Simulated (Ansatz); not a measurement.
## Equilibrium of C3H10Si ⇌ C3H7 + SiH3 at process temperatures

Species: C3H10Si `CC(C)[SiH3]`, singlet; C3H7 (methylethyl) `C[CH]C`, doublet; SiH3 (silyl radical) `[SiH3]`, doublet. 

The electronic reaction energy at CCSD(T)/CBS estimate is +360.8 kJ/mol. Shapes: PBE0-D4/def2-TZVP. Programs: Ansatz 0.2.0. Enthalpy and entropy come from rigid-rotor, harmonic-oscillator sums on unscaled PBE0-D4/def2-TZVP wavenumbers, ideal gases at 1 bar. Symmetry numbers: C3H10Si 1, C3H7 1, SiH3 3. R = 8.3145 J/(mol K).

| T (K) | ΔH (kJ/mol) | ΔS (J/(mol K)) |
| --- | --- | --- |
| 600 | +343.5 | +184.0 |
| 800 | ? | ? |
| 1000 | +339.5 | +179.0 |

Problem. Work out ln K at 600 and 1000 K, and from these estimate it at 800 K.

Solution. 
1. 600 K: ΔG = +343.5 − 600 × (+184.0)/1000 = +233.1 kJ/mol; ln K = −ΔG/RT = -46.73.
2. 1000 K: ΔG = +339.5 − 1000 × (+179.0)/1000 = +160.5 kJ/mol; ln K = −ΔG/RT = -19.30.
3. Slope against 1000/T: (-19.30 − (-46.73))/(1.0000 − 1.6667) = -41.14, that is −ΔH/R with ΔH near +342 kJ/mol.
4. 800 K: ln K = -46.73 + (-41.14) × (1.2500 − 1.6667) = -29.59.

The full sums give ΔH = +341.8 kJ/mol, ΔS = +181.6 J/(mol K), ΔG = +196.5 kJ/mol and ln K = -29.54 at 800 K, so the line is off by -0.05 in ln K; without rounding the miss is -0.04, from the change of ΔH with temperature. The reactants are favoured over this whole range. The number of molecules rises, which sets the sign of ΔS, and lower pressure favours the products. An error of 10 kJ/mol in the energy moves ln K by 1.5 at 800 K. Soft modes are treated as harmonic, which can err either way at these temperatures; the lowest are those of C3H10Si (139 cm⁻¹), C3H7 (110 cm⁻¹). Open shells run unrestricted. The CBS estimate extrapolates MP2 from def2-TZVPP and def2-QZVPP and adds CCSD(T) − MP2 in the triple-zeta set, cores frozen.

The rise in ln K from -46.73 to -19.30 reflects the cost of homolysis: a Si–C σ bond is broken and no new bond forms to repay it. Hyperconjugation steadies the secondary alkyl radical, but the pyramidal silyl radical keeps its unpaired electron largely on silicon, so relief on the product side is modest. The entropy gain comes mainly from new translational and rotational freedom and offsets only part of the enthalpy, even at the top of the range.

Both ΔH and ΔS fall slightly on heating because dissociation turns vibrations of the parent into translations and rotations. Once thermally excited, those vibrations hold more heat capacity than the motions replacing them, which makes ΔCp negative. This is also why the van 't Hoff line is nearly, but not exactly, straight.

The small K speaks only for this radical pair, not for the thermal persistence of isopropylsilane, since alkylsilanes can also decompose by molecular routes such as loss of H₂ to give a silylene.
